**Speaker.** An electron leaves a quantum dot, and the adjacent GaAs point contact, unbiased and on its first plateau, suddenly feels an attraction. How much of its Fermi sea survives? My first attempt is wrong on purpose.

The model is a flat one-dimensional subband with $m^*=0.067\,m_e$ (typical for GaAs), so $\hbar^2/2m^*=568.7$ meV nm². The quench adds a screened well $-V_0$ for $|x|<a$. The model inputs, at the strongly coupled end, are $E_F=1.5$ meV above the subband bottom, $V_0=1.7$ meV and $a=30$ nm. With $\hbar k=\sqrt{2m^*E_F}$, $\hbar q=\sqrt{2m^*(E_F+V_0)}$, $\hbar q_0=\sqrt{2m^*V_0}$ we get $ka=1.541$, $qa=2.250$, $q_0a=1.640$. For $x>a$ the even and odd waves are $\cos(kx+\delta_e)$ and $\sin(kx+\delta_o)$, and $\eta=\delta/\pi$.

## One channel

Put walls at $\pm L$. Odd levels obey $k_nL=n\pi$ before and $k'_mL+\delta=m\pi$ after. Near $E_F$, for nearly constant $\delta$,
$$\langle n|m'\rangle\simeq\frac{\sin\pi\eta}{\pi(n-m+\eta)}.$$
For $n,m=1,\dots,N$ this is a Cauchy determinant,
$$D_N=\Big(\frac{\sin\pi\eta}{\pi\eta}\Big)^{N}\prod_{j=1}^{N-1}\Big(1-\frac{\eta^2}{j^2}\Big)^{-(N-j)}\sim N^{-\eta^2},$$
where the sine product leaves $\ln|D_N|\simeq-\eta^2\sum_{j<N}1/j$. The matrix has two equivalent ends, each supplying $N^{-\eta^2/2}$. The lower one is an artefact of cutting the ladder, since a real band lacks no states below. The Fermi edge alone gives $|\langle0|0'\rangle|^2\sim N^{-\eta^2}$, Anderson's orthogonality catastrophe (1967).

**Question.** Can you test that halving?

**Speaker.** Drop a hard wall into the even channel, $\eta=-1/2$. The exact overlaps are $2m/[\pi(m^2-(n-\tfrac12)^2)]$, and their squared determinant falls as $N^{-1/4}$.

## The wrong attempt

(1) Matching at $x=a$ gives $k\tan(ka+\delta_e)=q\tan qa$ and $q\tan(ka+\delta_o)=k\tan qa$.

(2) *Wrong:* invert with the principal arctangent, reassured that $\delta_o\to0$ as $k\to0$:
$$\delta_e=-ka+\arctan\Big(\frac qk\tan qa\Big)=-2.606,\qquad \delta_o=-ka+\arctan\Big(\frac kq\tan qa\Big)=-2.244,$$
so $\eta_e=-0.830$, $\eta_o=-0.714$.

(3) *Wrong:* $\alpha=\eta_e^2+\eta_o^2=1.20$.

## The symptom

Each channel gains $\eta$ electrons at fixed $E_F$, because its levels move down by $\eta$ spacings. The Friedel sum of the attempt is $Z=\eta_e+\eta_o=-1.54$. An attractive potential lowers every level and cannot expel electrons. Worse, turn $V_0$ up from zero. At $qa=\pi/2$, that is $V_0=0.059$ meV, the attempt's exponent leaps from $1.8\times10^{-4}$ to $1.96$, while the wavefunctions at $E_F$ change smoothly.

## The faulty lines

Line (1) fixes $\delta$ only modulo $\pi$, and line (2) picks the branch blindly. Levels of one parity never cross, so the label $m$ survives as the well deepens, and the ground state fills $m=1,\dots,N$. This holds only for the branch continuous in $V_0$ with $\delta=0$ at $V_0=0$. Replacing $\delta$ by $\delta-\pi$ relabels $m\to m-1$ and fills $m=2,\dots,N+1$ instead.

Here $\pi/2<q_0a<\pi$, so each parity has one bound state, the odd one appearing at $V_0=1.559$ meV. Levinson's theorem in one dimension then demands $\delta_o(0)=\pi$ and $\delta_e(0)=\pi/2$. The reassuring $\delta_o(0)=0$ was the mistake. Line (2) describes an excited state with both bound levels empty.

Line (3) forgets spin. The Slater determinant factorises over parity and spin, overlaps multiply and exponents add.

## The mended calculation

Differentiate line (1) in $u=qa$ at fixed $K=ka$ and integrate from the free point $u=K$:
$$\delta_e=\int_K^{qa}\frac{K(u+\sin u\cos u)\,du}{K^2\cos^2u+u^2\sin^2u}=0.535,\qquad
\delta_o=\int_K^{qa}\frac{K(u-\sin u\cos u)\,du}{u^2\cos^2u+K^2\sin^2u}=0.898 .$$
Both integrands are positive and smooth, and both results equal line (2) plus $\pi$. Thus $\eta_e=0.170$, $\eta_o=0.286$, and
$$Z=2(\eta_e+\eta_o)=0.912,\qquad \alpha=2(\eta_e^2+\eta_o^2)=0.221,\qquad |\langle0|0'\rangle|^2\sim N^{-\alpha}.$$
With four channels the Cauchy–Schwarz inequality gives $\alpha\ge Z^2/4=0.208$, which holds.

**Question.** Where is the factor $2l+1$?

**Speaker.** For a spherical scatterer the channels are $(l,m_l,\sigma)$, so $\alpha=2\sum_l(2l+1)(\delta_l/\pi)^2$ and $Z=2\sum_l(2l+1)\delta_l/\pi$, all at $E_F$. The wire has parity in place of $l$. The two parities are not degenerate and are summed one by one.

**Question.** Does $\alpha$ jump when the odd bound state forms?

**Speaker.** No. The integrals are smooth there. The level detaches at the band bottom, far below $E_F$, and stays filled.

**Question.** A real contact widens into a two-dimensional gas. Is anything bound?

**Speaker.** The level becomes a resonance, and the flat-wire numbers shift. The rule survives, since it follows $\delta(E_F)$ in the coupling and never needs the band bottom.

**Question.** Screening must supply one whole electron.

**Speaker.** If the well is the self-consistent potential, the remaining $1-Z=0.088$ sits in gates and reservoirs. If those shifts share one sign, they add at most $(1-Z)^2=0.008$ to $\alpha$, so its third digit belongs to the model alone. Interactions in the wire beyond this screening are left out.

## Size of the error

Temperature cuts the logarithm off at $N\sim E_F/k_BT$, up to a factor of order one. The factor $10^{\alpha}$, by which the squared overlap drops when $N$ grows tenfold, is free of that ambiguity.

| Version | $Z$ | $\alpha$ | $10^{\alpha}$ |
|---|---|---|---|
| mended | 0.912 | 0.221 | 1.7 |
| spin dropped only | 0.456 | 0.111 | 1.3 |
| wrong branch only | −3.09 | 2.40 | $2.5\times10^{2}$ |
| both slips | −1.54 | 1.20 | 16 |

The attempt overestimates $\alpha$ by a factor 5.4. At $T=0.05$ K, $N\sim3.5\times10^2$, and with unit prefactors the squared overlap is about 0.3 against the attempt's $9\times10^{-4}$, some $3\times10^2$ times too small.

**Question.** Would the Friedel sign have caught the spin slip alone?

**Speaker.** No, $Z=0.456$ looks harmless. The charge balance is no help either. $V_0$ and $a$ are chosen inputs, and gates and reservoirs take whatever remains, so unless their charge is known independently, this $Z$ balances as well as $0.912$. Only an explicit list of channels, parity times spin, exposes the slip, and its price is an exponent halved.